Worked problem: exchange–correlation cancellation at long wavelength in the uniform gas, at the density of sodium

Result

Consider the spin-unpolarized uniform electron gas at T = 0. Formulas are in Hartree atomic units (1 Ha = 27.211 eV, 1 bohr = 0.52918 Å). The static structure factor is S(k) = ⟨ρ_k ρ_−k⟩/N for k ≠ 0, and the hole density at distance u from an electron is n_xc(u) = ∫d³k/(2π)³ [S(k) − 1] e^(ik·u). An overbar marks the average over the coupling constant λ from 0 to 1, with the interaction scaled to λ/r at fixed density. With ω_p² = 4πn, kF³ = 3π²n and ks² = 4kF/π:

(1) S_x = 3k/(4kF) − k³/(16kF³) for k ≤ 2kF, and 1 beyond
(2) S → k²/(2ω_p) at full coupling, that is ħk²/(2mω_p)
(3) S̄ = (k²/ω_p)[1 − √3 q k/ks + …], with q = 0.7104

Correlation therefore cancels the linear term of S_x and the non-oscillating u⁻⁴ tail of the exchange hole. The non-oscillating tail of the averaged hole starts at u⁻⁶.

Problem

Treat the valence electrons of Na as a uniform gas with the typical value rs = 3.93 bohr, where n = 3/(4π rs³).
(a) Find n, kF, ks, E_F and ħω_p.
(b) Evaluate S_x, S and S̄ at k/kF = 0.05, 0.10 and 0.20, and size the neglected terms.
(c) Compare the non-oscillating tails of the exchange hole and the averaged xc hole at u = 20 Å.
(d) Find the correlation energy per electron that comes from k < 0.1 kF.

Why the formulas hold

Exchange. In the filled Fermi sphere, ρ_k moves an electron from p to p + k, which is allowed only if p + k is empty. So 1 − S_x is the overlap volume of two Fermi spheres displaced by k, divided by the volume of one. The overlap is 2π∫(kF² − t²)dt from t = k/2 to kF, which gives (1).

Full coupling. Let M_j = ∫ω^j S(k,ω)dω over ω > 0, normalized so that M_0 = S(k). Three moments are known as k → 0. The f-sum rule gives M_1 = k²/2 for all k. Perfect screening makes the static response χ(k,0) tend to −k²/(4π), and χ(k,0) = −2n M_−1, so M_−1 → k²/(2ω_p²). The third-moment sum rule gives M_3 → k²ω_p²/2. The Cauchy–Schwarz inequality M_0² ≤ M_1 M_−1 bounds S from above by k²/(2ω_p). The Hölder inequality M_1³ ≤ M_0² M_3 bounds it from below by the same quantity. This proves (2), and the bounds meet because the plasmon at ω_p exhausts the f-sum. Hence S_c = S − S_x → −3k/(4kF).

Coupling average. At coupling λ the plasma frequency is √λ ω_p, and ∫dλ k²/(2√λ ω_p) from 0 to 1 equals k²/ω_p. The plasmon form fails, however, for λ below about z², with z = k/ks. There S_λ is of order k, over an interval of width of order k², so a k³ term arises. In that region the coupling is weak and k is small, so the random-phase approximation (RPA) with the long-wavelength free response fixes the term, and other contributions are smaller by order (k/kF)². On the imaginary axis, with y = ω/(k kF),

χ_0 = −(kF/π²) R(y), R(y) = 1 − y arctan(1/y).

Inserting χ_λ = χ_0/(1 − 4πλχ_0/k²) into S_λ = −(1/πn)∫χ_λ(k,iω)dω gives, with y running from 0 to ∞,

S_λ = (3k/πkF) ∫dy R/(1 + λR/z²), S̄ = (3k/πkF) z² ∫dy ln(1 + R/z²).

At λ = 0, ∫R dy = π/4 returns 3k/(4kF). For S̄, compare R with its large-y form 1/(3y²), for which the integral is π/(√3 z). The difference of the two integrals tends to the constant ∫ln(3y²R)dy = −πq, and quadrature gives q = 0.7104. Since ω_p = kF ks/√3, this is (3), with k³ term −3q k³/(kF ks²). If the average is cut off at an upper limit λ, then z inside the logarithm becomes z/√λ, the constant −πq is unchanged, and it vanishes on differentiating with respect to λ. The RPA S at full coupling thus has no k³ term. Its first correction follows from the RPA dispersion ω² = ω_p² + (3/5)k²kF² and is the factor 1 − 0.9z². The matching term in the bracket of (3) is +0.9z². Local-field effects beyond RPA enter at this order and change the coefficient, so 0.9z² serves only as a size estimate.

Tails. Even powers of k transform to terms confined to u = 0. With a convergence factor e^(−εk), ε → 0, k transforms to −1/(π²u⁴) and k³ to +12/(π²u⁶). The smooth exchange tail is then −3/(4π²kF u⁴) × [1 + 1/(kF u)²]. The same follows from the closed form n_x = −(9n/2)[j₁(kF u)/(kF u)]², which at large u behaves as −(9n/4)[1 + cos 2kF u]/(kF u)⁴. The smooth tail of the averaged xc hole is −36q/(π²kF ks² u⁶). The cosine term of n_x comes from the jump in the second derivative of S_x at k = 2kF. The small-k argument says nothing about it, so the cancellation is proved for the non-oscillating part only.

Energy. The xc energy per electron is ε_xc = (1/2)∫d³k/(2π)³ (4π/k²)[S̄ − 1] = (1/π)∫[S̄(k) − 1]dk. With S_x in place of S̄ it gives ε_x = −3kF/(4π).

Solution

Unrounded values are carried from step to step.

(a) n = 3/(4π × 3.93³ bohr³) = 3.933×10⁻³ bohr⁻³ = 0.02654 Å⁻³.
kF = (9π/4)^(1/3)/(3.93 bohr) = 0.4883 bohr⁻¹ = 0.9228 Å⁻¹.
ks = (4kF/π)^(1/2) = 0.7885 bohr⁻¹ = 1.490 Å⁻¹, so kF/ks = 0.6193.
E_F = kF²/2 = 0.1192 Ha = 3.24 eV.
ħω_p = (3/rs³)^(1/2) Ha = 0.2223 Ha = 6.05 eV.

(b) With x = k/kF, ħk²/(2mω_p) = (E_F/ħω_p)x², a ratio of two energies, and z = 0.6193x. With √3 q = 1.231,

S = 0.5363x², S̄ = 1.0727x²(1 − 0.762x) = 1.0727x² − 0.817x³.

x | k (Å⁻¹) | S_x | S, eq. (2) | k²/ω_p | S̄, eq. (3) | S̄/S_x
0.05 | 0.046 | 0.03749 | 0.00134 | 0.00268 | 0.00258 | 0.069
0.10 | 0.092 | 0.07494 | 0.0054 | 0.0107 | 0.0099 | 0.13
0.20 | 0.185 | 0.1495 | 0.021 | 0.043 | 0.036 | 0.24

The k³ term lowers S̄ by 3.8 %, 7.6 % and 15 % in the three rows, so k²/ω_p alone is good to about two figures only in the first. The next term, 0.9z², is 0.09 %, 0.35 % and 1.4 %, enough to move the last digit of S and S̄ in the lower rows. At k = 0.092 Å⁻¹ only 0.13 of the exchange value is left after averaging, and the fraction that remains goes to zero linearly in k.

(c) At u = 20 Å, kF u = 18.46 and ks u = 29.80. The smooth exchange tail is −3/(4π² × 0.9228 Å⁻¹ × (20 Å)⁴) = −5.15×10⁻⁷ Å⁻³, and its u⁻⁶ part adds 0.3 %. The ratio of the leading tails is

[36q/(π²kF ks² u⁶)] / [3/(4π²kF u⁴)] = 48q/(ks u)² = 34.1/29.80² = 0.04,

so the smooth averaged xc tail is about −2×10⁻⁸ Å⁻³. One figure is kept because u⁻⁸ terms are omitted. The smooth correlation tail is the difference of the two, about +5×10⁻⁷ Å⁻³, nearly the mirror image of exchange. The ratio formula reaches 1 at ks u = 5.84, or u = 3.9 Å. It is asymptotic and applies only well beyond that distance. The oscillating exchange term has the same amplitude as the smooth one.

(d) The prefactor is kF/π = 0.1554 Ha = 4.230 eV, and the integrals run over x from 0 to 0.1. The −1 in the integrand gives −423 meV to exchange and to xc alike. It expresses the sum rule that both holes hold −1 electron, and it drops out of the difference.

From S_x: 4.230 eV × (3x²/8 − x⁴/64) = 4.230 eV × 3.748×10⁻³ = 15.9 meV.
From S̄: 4.230 eV × (1.0727x³/3 − 0.817x⁴/4) = 4.230 eV × 3.37×10⁻⁴ = 1.4 meV.

The correlation energy from k < 0.092 Å⁻¹ is the difference, −14.4 meV per electron. It removes about nine tenths of the k-dependent long-wavelength part of exchange.

The local density approximation assigns to each point the hole of a uniform gas at the local density. The far tail of that hole samples regions where the true density differs most from the local value. For exchange alone and for correlation alone this tail has a smooth u⁻⁴ part, with opposite signs, and in their sum it is absent. In this sense the xc hole is more local than either of its parts.